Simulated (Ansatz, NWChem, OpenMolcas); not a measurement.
The HOMO–LUMO gap down a group: F to Br

One atom is swapped for its congeners: CHClF2 (difluorochloromethane) `FC(F)Cl`; CHCl2F (dichlorofluoromethane) `FC(Cl)Cl`; CHBrClF `FC(Cl)Br`. All are singlets with charge 0.

Shapes, held fixed at every level: PBE0-D4/def2-TZVP. Programs: Ansatz 0.2.0, NWChem 7.3.0, OpenMolcas 26.06. Values in eV.

| level | CHClF2 | CHBrClF |
| --- | --- | --- |
| SPW92/def2-TZVPP | 7.32 | 5.27 |
| PBE-D4/def2-TZVPP | 7.40 | 5.32 |
| r2SCAN-D4/def2-TZVPP | 8.06 | 5.83 |
| PBE0/def2-SVP | 10.56 | 7.88 |
| B3LYP/6-31G* (Cartesian functions) | 9.57 | 7.10 |
| BHLYP-D4/def2-TZVPP | 12.54 | 9.94 |
| wB97M-V/def2-TZVPP | 14.54 | 12.07 |

(1) Estimate the column for CHCl2F from its neighbours.

## Answers

(1) The mean of the neighbours at wB97M-V/def2-TZVPP is 13.30 eV, against 13.34 from the run. All rows: SPW92/def2-TZVPP 6.23; PBE-D4/def2-TZVPP 6.28; r2SCAN-D4/def2-TZVPP 6.85; PBE0/def2-SVP 9.35; B3LYP/6-31G* (Cartesian functions) 8.31; BHLYP-D4/def2-TZVPP 11.33; wB97M-V/def2-TZVPP 13.34 eV. At wB97M-V/def2-TZVPP the HOMO–LUMO gap falls at every step, from 14.54 to 12.07 eV. Every level shows the same order. Relativity is left out for Br unless named. Orbital gaps aren't excitation energies, and the LUMO depends on the basis.

The gap narrows from F to Cl to Br at every level, but the two steps probably have different origins. CHClF2 already contains chlorine, whose 3p lone pairs lie above those of fluorine, so the first substitution doesn't simply exchange a fluorine HOMO for a chlorine one. It adds a second set of chlorine lone pairs, whose out-of-phase mixing can raise the HOMO, and a second C–Cl σ* orbital, which can help lower the LUMO. Bromine then brings higher-lying 4p lone pairs and a weaker C–Br bond with a lower σ* level.

The close agreement between the neighbour mean and the computed value for CHCl2F therefore looks like two steps of similar size rather than a general rule of linearity down the group. The ordering is far sturdier than the gap itself, which shifts more between functionals than along the series, probably in large part because of the differing treatment of exchange. Gaps alone can't show how much of each narrowing comes from the HOMO and how much from the LUMO.
